# Why the phosphorus coupling of triplet PH depends so strongly on the functional

The isotropic hyperfine coupling of phosphorus in PH runs from slightly negative with PBE to almost 200 MHz with Hartree–Fock, although all the methods put the two unpaired electrons in the same place. Those electrons occupy orbitals that vanish at the phosphorus nucleus, so the coupling measures only a small secondary response of the other electrons. That response is sensitive to exact exchange, although the share of exact exchange alone doesn't settle its size. The hydrogen coupling arises in a similar way but is much steadier.

Triplet PH in the gas phase, from unrestricted, non-relativistic calculations in PySCF 2.14.0 with density fitting, the basis sets IGLO-III on P and pcH-1 on H, and a PBE0-D3(BJ)/def2-SVP geometry. A iso is the isotropic hyperfine coupling of 31P (P1) or 1H (H2), including a mean-field spin-orbit part.

| functional | exact exchange, long range (%) | A iso P1 (MHz) | A iso H2 (MHz) | <S^2> |
| --- | --- | --- | --- | --- |
| PBE | 0 | -7.9 | -37.7 | 2.006 |
| B3LYP | 20 | 67.4 | -32.8 | 2.006 |
| BHandHLYP | 50 | 111.9 | -32.0 | 2.009 |
| CAM-B3LYP | 65 | 18.2 | -31.1 | 2.007 |
| HF | 100 | 194.8 | -47.9 | 2.026 |
| PBE0 | 25 | 27.8 | -38.1 | 2.009 |

A hyperfine coupling is the magnetic interaction between unpaired electrons and a nucleus, seen as a splitting of lines in an electron spin resonance spectrum. "A iso P1" and "A iso H2" are its orientation-averaged values for phosphorus and hydrogen. The column $\langle S^2\rangle$ tests the purity of the spin state and would be exactly 2 for a pure triplet. "Exact exchange, long range" is the share of Hartree–Fock exchange that acts between distant electrons.

## The unpaired electrons stay where they are

The two unpaired electrons of PH sit in the two phosphorus 3p orbitals perpendicular to the bond, the π orbitals. If the methods disagreed about this distribution, the direction-dependent, dipolar part of the phosphorus coupling would show it, because it follows the shape of the spin cloud around the nucleus. Along the bond this part lies between −317 and −328 MHz in all six rows, a spread of about 4%. The main spin cloud is thus nearly the same throughout.

The isotropic coupling behaves quite differently. It consists of a contact part, set by the spin density exactly at the nucleus, and a small spin-orbit part, which stays between −5.1 and −5.4 MHz. Practically the whole spread of 203 MHz therefore lies in the contact part. What needs explaining is the spin density at one point, where the unpaired electrons themselves have none.

## How spin reaches a nucleus that the π orbitals avoid

A p orbital has a node at its own nucleus, whereas s orbitals have their greatest density there. In a filled s orbital the up-spin and down-spin electrons would cancel exactly if both had the same shape. They don't, because exchange acts only between electrons of like spin. The up-spin s electrons feel the exchange attraction of the two up-spin π electrons, the down-spin ones don't, and the two shapes separate slightly. This is spin polarisation, and it leaves a net spin density at the nucleus:

$$A_{\text{contact}} \propto \rho_\uparrow(0)-\rho_\downarrow(0).$$

Here $\rho_\uparrow(0)$ and $\rho_\downarrow(0)$ are the densities of up-spin and down-spin electrons at the nucleus. An unpaired electron wholly in the phosphorus 3s orbital would give a coupling of the order of ten thousand MHz (a rough, recalled size). Even the Hartree–Fock value in the table thus stands for a slight imbalance between nearly equal densities.

Phosphorus has three s shells, and theory adds a second delicate balance. Where an up-spin orbital is pulled outwards, density at the nucleus falls; where an outer orbital is pulled inwards, it rises. The contributions of the inner and outer shells therefore partly cancel, and the coupling is what remains. A modest change in each contribution can then change the sum severalfold or reverse its sign.

The PBE row illustrates this. Its contact part is only −2.8 MHz, so that most of the small total of −7.9 MHz comes from the spin-orbit part. Yet hydrogen in the same row has a coupling of −37.7 MHz, which shows that the filled orbitals are clearly polarised. The near-zero value at phosphorus is best read as a balance of opposing contributions, not as an absence of polarisation.

## What exact exchange does

Semilocal functionals such as PBE derive exchange from the density and its gradient at each point. Exact exchange acts between the orbitals themselves and usually separates the up-spin and down-spin shapes more strongly. The excess of $\langle S^2\rangle$ over 2 reflects this separation for the molecule as a whole. It supports the idea here, since $\langle S^2\rangle$ rises from 2.006 to 2.009 both from PBE to PBE0 and from B3LYP to BHandHLYP. The cleanest comparison is PBE with PBE0, because PBE0 replaces a quarter of the PBE exchange by exact exchange and leaves the correlation part alone. This single change raises the phosphorus coupling by 36 MHz, from slightly negative to clearly positive. The balance thus shifts towards the positive contribution, which is expected to come from the outer s shell, though the calculations don't separate the shells.

A simple estimate extends the idea to the other functionals. Since the polarisation is small, it should respond roughly in proportion to the exchange that drives it. Mixing two kinds of exchange then mixes the two responses:

$$A_{\text{est}} = A_{\text{PBE}} + x\,(A_{\text{HF}}-A_{\text{PBE}}),$$

where $x$ is the fraction of exact exchange. The PBE and Hartree–Fock rows fix the two ends of this line, and the other four rows test it. The line isn't a pure scale of exchange, because Hartree–Fock also leaves out electron correlation.

## The first irregular row: CAM-B3LYP

By the exact-exchange column, CAM-B3LYP with 65% should lie between BHandHLYP and Hartree–Fock. Instead its phosphorus coupling is only 18 MHz, below that of PBE0. The column is misleading here because this functional varies the share with the distance between the electrons. It starts at 19% for close pairs and approaches 65% only for distant ones, with the change spread over a length of roughly one and a half ångström.

The inner s shells of phosphorus are much smaller than that. Exchange within this region is therefore governed mainly by the short-range share, and the estimate becomes

$$A_{\text{est}} = -7.9 + 0.19\,(194.8+7.9) \approx 31\ \text{MHz}.$$

The computed value is 18 MHz, so the estimate is about 12 MHz too high, or 6% of the whole spread. With the long-range share of 65% it would be too high by 106 MHz. Valence electrons are farther apart and feel clearly more than 19%, which would raise the estimate and widen the miss. The short-range share helps to explain why the row falls well below BHandHLYP, but the close agreement is partly fortuitous.

With short-range shares, the phosphorus coupling rises in the order PBE, CAM-B3LYP, PBE0, BHandHLYP, Hartree–Fock. For the three of these rows that test the line, the estimate is within about 18 MHz of the computed value. That is good enough to tell a small coupling from a large one, but too coarse to predict a spectrum.

## The second irregular row: B3LYP

B3LYP doesn't fit into this order. It contains less exact exchange than PBE0 but gives 67 MHz, where PBE0 gives 28 MHz. The estimate for B3LYP is 35 MHz too low, its largest miss.

The comparison with CAM-B3LYP is more telling still. At short range the two have almost the same share of exact exchange, 20% and 19%, yet their phosphorus couplings differ by 49 MHz. The share of exact exchange is therefore only part of the explanation, and the rest of the functional matters as well.

BHandHLYP, which is built largely from the same parts as B3LYP, helps to separate the two influences. From B3LYP to BHandHLYP the coupling rises by about 1.5 MHz for each added per cent of exact exchange, and from PBE to PBE0 by about 1.4 MHz. Exact exchange thus acts at nearly the same rate in both pairs, but the B3LYP pair starts from a higher level.

The table doesn't settle why CAM-B3LYP lies so far below B3LYP. Its extra exact exchange at long range would be expected to raise the coupling, not to lower it. The semilocal exchange, which the two functionals build differently, is therefore the likelier source. This remains a conjecture, since the two functionals differ in several ingredients at once.

## Why hydrogen is steadier

Hydrogen lies on the axis of the molecule, where the π orbitals also have a node. Its spin comes through the electron pair of the P–H bond. Exchange with the unpaired electrons draws the up-spin member of the pair towards phosphorus and leaves a slight excess of down spin on hydrogen. This explains why the hydrogen coupling is negative in every row.

The calculated spin populations support this picture. They assign to hydrogen between −0.058 electrons with CAM-B3LYP and −0.095 electrons with Hartree–Fock, and the coupling strengthens in the same order across all six methods. The coupling per unit of spin population varies by only about 9%. The hydrogen coupling is thus a fairly direct gauge of how strongly the bond is polarised.

Hydrogen has no filled inner shell whose contribution could oppose that of the bond. A change of functional therefore alters the size of the coupling without upsetting a fine balance. From PBE to PBE0 it shifts by only 0.4 MHz, while the phosphorus coupling moves by 36 MHz. The same change in exchange can thus be almost invisible at one nucleus and decisive at the other.

More exact exchange doesn't strengthen the polarisation everywhere in the molecule. From B3LYP to BHandHLYP the hydrogen coupling even weakens slightly, from −32.8 to −32.0 MHz, while the phosphorus coupling rises steeply. The hydrogen values instead form groups that the share of exact exchange doesn't explain. PBE and PBE0 average −38 MHz, the three functionals with LYP correlation average −32 MHz, and Hartree–Fock stands apart at −48 MHz. Correlation generally damps the excessive spin polarisation of Hartree–Fock, so differences in correlation may account for these groups. That is only a guess, because the LYP functionals also share a related form of semilocal exchange.

## What carries over

The useful question for a similar radical is how the spin reaches the nucleus. If the unpaired orbital has s character there, it contributes to the contact coupling directly, and a change of functional usually alters a large number by a modest fraction. If the nucleus lies on a node, the contact coupling depends on polarisation alone. If that atom also has several s shells, as phosphorus does, even the sign may depend on the functional.

The usual check of the spin state gives no warning of this. PBE0 and BHandHLYP have the same $\langle S^2\rangle$ of 2.009, close to the ideal value, but their phosphorus couplings differ by 84 MHz. A clean triplet with a well-placed spin cloud can still have an uncertain spin density at the nucleus.

For PH, then, a phosphorus coupling from a single functional should be treated as a rough indication. The spread in the table shows the effect of the functional in one basis set. The absolute values also depend on how well the basis describes the sharp peak of the s orbitals at the nucleus, and on scalar relativistic effects, which these calculations leave out. The table therefore shows how far the methods disagree, but it doesn't single out the most accurate one.
